In a wurtzite crystal, atoms of one kind form close-packed layers stacked in two alternating positions. An electron wave can run along the layers, across them, or both ways at once. Cadmium sulfide is a good case for seeing what each direction does to the energy levels. If the levels are known at four points of the Brillouin zone, can a count of neighbours and phases supply them at two others, and does it tell where the band gap lies?

Band energies of wurtzite CdS (a = 4.196 Å, c = 6.831 Å, cell relaxed beforehand with PAW), computed with Ansatz 0.2.0 using PBE and scalar-relativistic frozen-core PAW, without spin polarization. The plane-wave cutoff is 420 eV, the k mesh 11 × 11 × 6 and the Fermi-Dirac smearing 0.05 eV. Energies are measured from the valence top.

```
k-point  k in reciprocal vectors  band -4 (eV)  band -3 (eV)  band -2 (eV)  band -1 (eV)  band +1 (eV)  band +2 (eV)
  GAMMA                    0 0 0             ?             ?             ?             ?             ?             ?
      M                  0.5 0 0             ?             ?             ?             ?             ?             ?
      K          0.3333 0.3333 0         -2.85         -1.70         -1.70         -1.51          4.75          4.92
      A                  0 0 0.5         -0.36         -0.36         -0.36         -0.36          2.76          2.76
      L                0.5 0 0.5         -1.24         -1.24         -1.23         -1.23          3.45          3.45
      H        0.3333 0.3333 0.5         -2.24         -2.24         -1.03         -1.03          4.30          4.30
```

GAMMA is the centre of the zone, where every unit cell carries the same phase. M is the middle of a side face and K the middle of an upright edge, a corner of the hexagon seen from above; both are reached by waves that run along the layers. A, L and H lie straight above GAMMA, M and K on the top face, where the phase also reverses from one cell to the next along the stacking axis. Band −1 is the highest filled level at a point and band +1 the lowest empty one.

On the top face every level comes at least twice. At A four filled levels even coincide, at −0.36 eV. The pairing is exact as long as spin-orbit coupling is left out, because the screw axis of the crystal turns one layer into the next and a wave keeps its energy when it runs backwards. L has two filled pairs only 0.01 eV apart, a difference too small to interpret.

The pairing has a simple picture. A unit cell holds two layers, so on the top face the wave advances by a quarter period per layer. Seen from one atom, the layer above is a quarter period ahead and the layer below a quarter period behind. Their effects on an orbital of the same kind cancel, and it makes no difference whether neighbouring layers are combined with a plus or a minus sign. Below the top face the cancellation ends, and the two combinations can separate.

How far they separate depends on the orbitals. The upper filled levels of CdS are mainly sulfur 3p, which is standard chemistry; the table has no orbital weights to confirm it. Let each S atom interact with its twelve nearest S atoms, six in its own layer and three in each layer next to it. Two numbers describe the interaction: σ for p orbitals that point along the line between the atoms, and π for those at right angles to it. They are effective values, since they also have to stand for paths through the Cd atoms in between.

When all S atoms carry p orbitals of the same orientation and phase, the lobes that face each other along a bond have opposite signs. The combination is antibonding, so σ is positive and this state lies high. The route through Cd leads to the same result: the contributions of the four S atoms around a Cd atom cancel at its s orbital, so Cd s cannot push the p level down. Theory therefore places the valence top at GAMMA.

Take p_x, an orbital lying in the layer. At GAMMA the bonds within the layer contribute 3σ + 3π and those to the adjacent layers σ + 5π. At A the second part cancels, so A lies below the top by exactly that amount:

σ + 5π = 0.36 eV

If adjacent layers are combined with opposite signs at GAMMA, the second part is subtracted instead of added. The level then lies twice as far below the top, at −0.72 eV.

L supplies the second equation. Let the wave run at right angles to x, so that it changes sign from one row of atoms to the next. The two neighbours in the same row are in phase and the four in adjacent rows are out of phase, which gives σ − 3π. Measured from the valence top, the level lies at −3σ − 11π, and this is set equal to −1.235 eV, the mean of the two pairs at L. The two equations give σ = 0.55 eV and π = −0.04 eV.

M can now be worked out in full. Its in-layer phases are those of L, so p_x is again centred at −1.235 eV. The layers above and below no longer cancel, and their bonds add up to σ + π, or 0.515 eV, with either sign:

−1.235 + 0.515 = −0.72 eV
−1.235 − 0.515 = −1.75 eV

The orbital p_z, which points along the stacking axis, follows from the same count. Its centre lies at −1.83 eV and its layer term is (4σ + 2π)/3, or 0.71 eV, which leads to −1.12 and −2.54 eV. The third orbital, p_y, points along the wave and ends up below these four levels. The two pairs of L should therefore open into four separate levels at M.

The other known levels show how far to trust this; of them, only the second pair at L entered the equations, through the mean. The model puts a second pair at L within 0.05 eV of the computed levels and the upper pair at H within 0.06 eV. In the model both pairs are mixtures of p_z with an orbital lying in the layer, because the coupling between unlike orbitals in adjacent layers does not cancel there. It puts the lower pair at H 0.44 eV too low, and at K it places a doublet above a single level, where the calculation has the reverse order. That single level, made of orbitals lying in the layer, comes out nearly 0.6 eV too low. Orbitals lying in the layer are evidently described less well at the corner of the zone than along its side.

The empty levels need a different picture, because the lowest of them is mainly Cd 5s. At GAMMA this orbital, too, is cut off from S 3p by the cancellation around the tetrahedron. Away from GAMMA it mixes with those S 3p levels whose symmetry allows it, which pushes them down and the empty level up. The cancellation thus favours a low conduction edge at GAMMA, where the valence top is expected too, and so a direct gap. The calculated gap is 1.11 eV; its place is still to be predicted.

In a two-level model, the energy E of the empty level obeys

E (E − 1.11 eV) = w g

Here g measures how much of the coupling survives the phases, and w is its strength. Counting the four bonds of each atom gives g = 0 at GAMMA, 2 at A and 4 for the second conduction level at GAMMA, in which adjacent Cd layers have opposite signs. The level at A fixes w at 2.28 eV², and g = 4 then gives 3.62 eV. At M the count is 4 for one level and 16/3 for the other.

This model is rougher than the one for the valence levels. It is 0.41 eV too high at L and 0.33 eV too low at H, and at K it misses band +2 by nearly 1 eV. By symmetry the two Cd s levels should also coincide at K, whereas the table has two different empty levels there. Band +1 at K is therefore probably not a Cd s level, and comparing it with the model is only a rough test. A plain s band with no coupling to sulfur does worse: its typical (rms) error for band +1 at K, L and H is 1.06 eV, against 0.54 eV. The coupling is therefore worth keeping, but with wide error bars.

The forecasts, in eV and in the order of bands −4, −3, −2, −1, +1 and +2, are:

GAMMA: −0.72 ± 0.15, −0.05 ± 0.05, 0 ± 0.05, 0 ± 0.01, 1.11 ± 0.01, 3.6 ± 0.5
M: −2.54 ± 0.5, −1.75 ± 0.3, −1.12 ± 0.3, −0.72 ± 0.3, 3.6 ± 0.6, 4.1 ± 0.6

For the two band edges only the place is predicted, since the values follow from the known gap and the choice of the valence top as zero. The −0.05 eV is a correction to the model, which has three equal levels at the top. In real wurtzite the stacking axis differs from the other directions, and this lowers p_z by a few hundredths of an eV, a rough recalled size.

The withheld rows as computed:

```
k-point  k in reciprocal vectors  band -4 (eV)  band -3 (eV)  band -2 (eV)  band -1 (eV)  band +1 (eV)  band +2 (eV)
  GAMMA                    0 0 0         -0.69         -0.04          0.00          0.00          1.11          2.74
      M                  0.5 0 0         -2.44         -1.72         -1.18         -0.69          3.62          3.88
```

Both edges are at GAMMA, so the gap is direct. Going from A to GAMMA, the highest filled level rises by 0.36 eV, while the lowest empty one falls by 1.65 eV. The gap is narrow at the centre of the zone mainly because the Cd s level drops so steeply there.

For a CdS window layer in a solar cell, the direct gap matters because absorption sets in strongly just above it. The value of 1.11 eV should not be used to design such a layer. The measured gap is roughly 2.5 eV, and the error is mostly the known failing of PBE, with a small part from a cell that is slightly too large. Spin-orbit coupling, also absent, would split the valence top by less than a tenth of an eV.

The valence forecasts all hold, with no miss larger than 0.10 eV. At M the four levels are indeed separate and spread over 1.75 eV, although the same four lie within 0.01 eV of each other at L. Coupling between layers is thus a large effect. For p_x, cancellation hides it at L. In the other pair there, according to the model, it mixes p_z with p_y and so moves both levels together instead of splitting them. The bars at M were wider than necessary, because they allowed in part for errors like those at the corner of the zone, which did not recur here.

One agreement goes deeper than a single hit. The model gives the lower doublet at GAMMA and the highest level at M the same energy, because in both cases the bonds add up to 2σ − 2π. The calculation also makes them equal, at −0.69 eV. The two waves run in different directions, yet a p_x orbital meets the same balance of neighbours in phase and out of phase. The small common shift from −0.72 eV suggests that interactions beyond this simple count are weak for these states.

The conduction forecasts are less even. Both levels at M fall within their bars, but the near-perfect value for band +1 is a coincidence, given errors of several tenths of an eV at L, H and K. Band +2 at GAMMA is a clear failure: the forecast was 3.6 eV and the calculation gives 2.74 eV, well outside the bar. The misses at K had already shown that errors of this size were possible, so the bar was too narrow.

The failed level lies almost exactly as high as the pair at A. The lower empty level at M has the same count, g = 4, yet it is computed 0.88 eV higher, so no choice of w could fit both. The model lets the Cd s level be pushed up by the sulfur states below it, but omits the empty Cd 5p states above it, which push it down. When adjacent layers have opposite signs, a Cd atom no longer sees a balanced tetrahedron around it, and its s orbital can mix with its own p_z. That is a plausible reason why the level stays so low, though without orbital weights the table cannot prove it. Such mixing is also allowed at M, so it would have to be stronger at GAMMA to explain the difference. Nor is it the whole story of the model's errors, since at K and H the computed levels lie above the model, not below it.

For a first guess at the valence levels of a similar layered stacking, the useful question is whether the layers above and below cancel. Where they do, levels pair up. Where they do not, the pair opens by twice the coupling between layers, provided the orbital does not mix with others. The lowest empty levels call for more care, because states above them may matter as well as those below.
